## Appendix: limits and scaling of the slope theorem

**Conventions.** Hartree atomic units, Gaussian electrostatics. The immersion energy is $\Delta E(n_0)=E(\text{atom in jellium})-E(\text{jellium})-E(\text{free atom})$, with $n_0=3/4\pi r_s^3=k_F^3/3\pi^2$ and $k_F=1.919/r_s$. The displaced density obeys $\int\Delta n\,d^3r=Z$.

**Theorem.** Raise background and electron densities together by $\delta n_0$. By the Hellmann–Feynman theorem the added background costs $\delta n_0\int\phi_{\rm tot}\,d^3r$. The added electrons cost the chemical potential $\mu$, which is fixed far from the atom and cancels in $\Delta E$. With $\phi$ the potential of nucleus plus cloud, $\nabla^2\phi=-4\pi(Z\delta-\Delta n)$ and $\nabla^2r^2=6$ give the result of Stott and Zaremba (1980):
$$S\equiv\frac{d\Delta E}{dn_0}=\int\phi\,d^3r=\frac{2\pi}{3}\int r^2\Delta n\,d^3r .$$
The Friedel tail $\cos(2k_Fr+\delta)/r^3$ makes the moment oscillate with growing amplitude, so it is defined with a factor $e^{-\eta r}$, $\eta\to0$.

**Dimensions.** $S$ has units $e^2a_0^2=$ hartree $a_0^3$ and depends only on $Z$ and $r_s$. Three combinations matter: the gas coupling $\lambda=1/\pi k_F$, the Born parameter $Z/k_F$, and $n_0/Z^2$.

### Small $Z$ and high density

To first order in $Z$, $S=\lim_{q\to0}4\pi Z/q^2\epsilon(q)$ with the test-charge dielectric function. The compressibility sum rule, $\epsilon\to k_s^2/q^2$ with $k_s^2=4\pi/(d\mu/dn_0)$, gives $S=Z\,d\mu/dn_0$, the slope of $Z\mu$. The second-order energy is $-(Z^2/\pi)\int_0^\infty(1-1/\epsilon)\,dq$. In RPA at large $k_F$ it equals $-Z^2k_{TF}/2+Z^2/4+\dots$, with $k_{TF}^2=4k_F/\pi$, and the constant has no slope. With $\mu=k_F^2/2-k_F/\pi+\mu_c$,
$$S=\frac{\pi^2Z}{k_F}\left[1-\frac{1}{\pi k_F}-\frac{Z}{2\sqrt\pi\,k_F^{3/2}}+O(k_F^{-2})\right].$$
Exchange alone cancels the leading term at $r_s=6.0$. Adding the Perdew–Zunger fit, $\epsilon_c=-0.1423/(1+1.0529\sqrt{r_s}+0.3334r_s)$, moves the zero of $d\mu/dn_0$ to $r_s=5.2$. For $Z=3$ the screening term reaches unity at $r_s=2.1$, and the Born parameter does so already at $r_s=0.64$.

### Large $Z$

Thomas–Fermi scaling gives $\Delta E=Z^{7/3}g(n_0/Z^2)$ and $S=Z^{1/3}g'$. The first and third terms above have this form. For $n_0\ll Z^2$, $S$ tends to $\int\phi\,d^3r$ of the free Thomas–Fermi atom, $\propto Z^{1/3}$. The gas removes the tail $\phi=81\pi^2/8r^4$ beyond $r\sim1/k_{TF}$, a negative correction $\propto k_{TF}$, of relative order $(n_0/Z^2)^{1/6}$. For Li at $r_s=3$ to 4 this is 0.3, and the statistical model has no shells and no anion.

### Low density

If the anion is bound by the affinity $A$, the atom captures an electron and $\Delta E\to-A$. The $1/r_s$ Coulomb term cancels: in the Wigner crystal the anion takes the site of an electron and carries the same charge. In the spherical-cell model that electron oscillates with $\omega=r_s^{-3/2}$, and the static anion has no such zero-point energy, so
$$\Delta E\simeq-A-\tfrac32 r_s^{-3/2}+\tfrac{2\pi}{3}n_0M_2,$$
where $M_2=\int r^2n\,d^3r$ for the free anion. The theorem reproduces the middle term: the removed electron has $\langle r^2\rangle=3/2\omega$, so $S\to-\pi r_s^{3/2}\propto-n_0^{-1/2}$. The coefficient $3/2$ is specific to the cell model, and the crystal exists only beyond approximately $r_s\sim100$. A slope that is negative at low density and positive at high density forces a minimum of $\Delta E$ below $-A$.

For Li take $A\approx0.618$ eV as an approximate input. The outer electron decays over $1/\sqrt{2A}=4.7\,a_0$, and $k_F^2/2=A$ at $r_s=9.0$. The zero-point term equals $A$ at $r_s=16$ and is still 0.04 eV at $r_s=100$.

### Li at $r_s=3$ to 4

Here $Z/k_F>4$ and $r_s<9$, so neither limit applies. The useful split is a frozen Li$^+$ core plus one screening electron. A hydrogenic core with $\zeta=Z-5/16=2.6875$ has moment $6/\zeta^2=0.83\,a_0^2$ and contributes $4\pi/\zeta^2$. The gas sees an Ashcroft empty-core potential $-4\pi\cos(qr_c)/q^2$ with a typical $r_c\approx1.3\,a_0$. The linear cloud $(1-1/\epsilon)\cos qr_c$ has moment $6/k_s^2+3r_c^2$ and contributes $d\mu/dn_0+2\pi r_c^2$. The second-order energy is $-(1/\pi)\int_0^\infty\cos^2(qr_c)(1-1/\epsilon)\,dq$. In RPA, with $x=q/2k_F$, $L=\ln|(1+x)/(1-x)|$ and $F=\frac12+\frac{1-x^2}{4x}L$, one has $1-1/\epsilon=\lambda F/(x^2+\lambda F)$. The identity $F-xF'=L/2x$ then yields
$$S_2=-\frac1{k_F^3}\int_0^\infty\frac{xL\cos^2(2k_Fr_cx)}{(x^2+\lambda F)^2}\,dx .$$

| slopes in hartree $a_0^3$ | $r_s=3$ | $r_s=4$ |
|---|---|---|
| $n_0$ ($10^{-3}a_0^{-3}$) | 8.84 | 3.73 |
| $k_F$ ($a_0^{-1}$) | 0.640 | 0.480 |
| $Z/k_F$ | 4.7 | 6.3 |
| $\lambda$ | 0.50 | 0.66 |
| kinetic $\pi^2/k_F$ | 15.4 | 20.6 |
| exchange $-\pi/k_F^2$ | −7.7 | −13.6 |
| correlation $d\mu_c/dn_0$ | −0.8 | −1.7 |
| sum $d\mu/dn_0$ | 7.0 | 5.2 |
| $2\pi r_c^2$ | 10.6 | 10.6 |
| core $4\pi/\zeta^2$ | 1.7 | 1.7 |
| $S_2$ (RPA) | −2 | −4 |
| model $S$ | 17 | 14 |

The theorem converts these slopes into total moments $3S/2\pi\approx8$ and $6\,a_0^2$. The mean slope times the density step gives a rise in $\Delta E$ of about 2 eV from $r_s=4$ to 3. The density-independent terms dominate, so $\Delta E$ is roughly linear in $n_0$ here, with upward curvature mostly from exchange and screening, which weaken relative to the kinetic term as $n_0$ grows.

The uncertainties are several units. Moving $r_c$ from 1.1 to 1.5 $a_0$ changes $2\pi r_c^2$ from 7.6 to 14.1. Local-field corrections to $S_2$ are of relative order $\lambda$, about 1 and 3 units. Thomas–Fermi screening, with energy $-\frac{k_{TF}}4(1+e^{-2k_{TF}r_c})$, gives $S_2=-4$ and $-8$, which shows how strongly this row depends on the response at $q>2k_F$. Third order has no small parameter at these densities and may rival $S_2$. The model supports a positive slope of ten to twenty hartree $a_0^3$ in this range, which places the minimum of $\Delta E$ at $r_s>4$.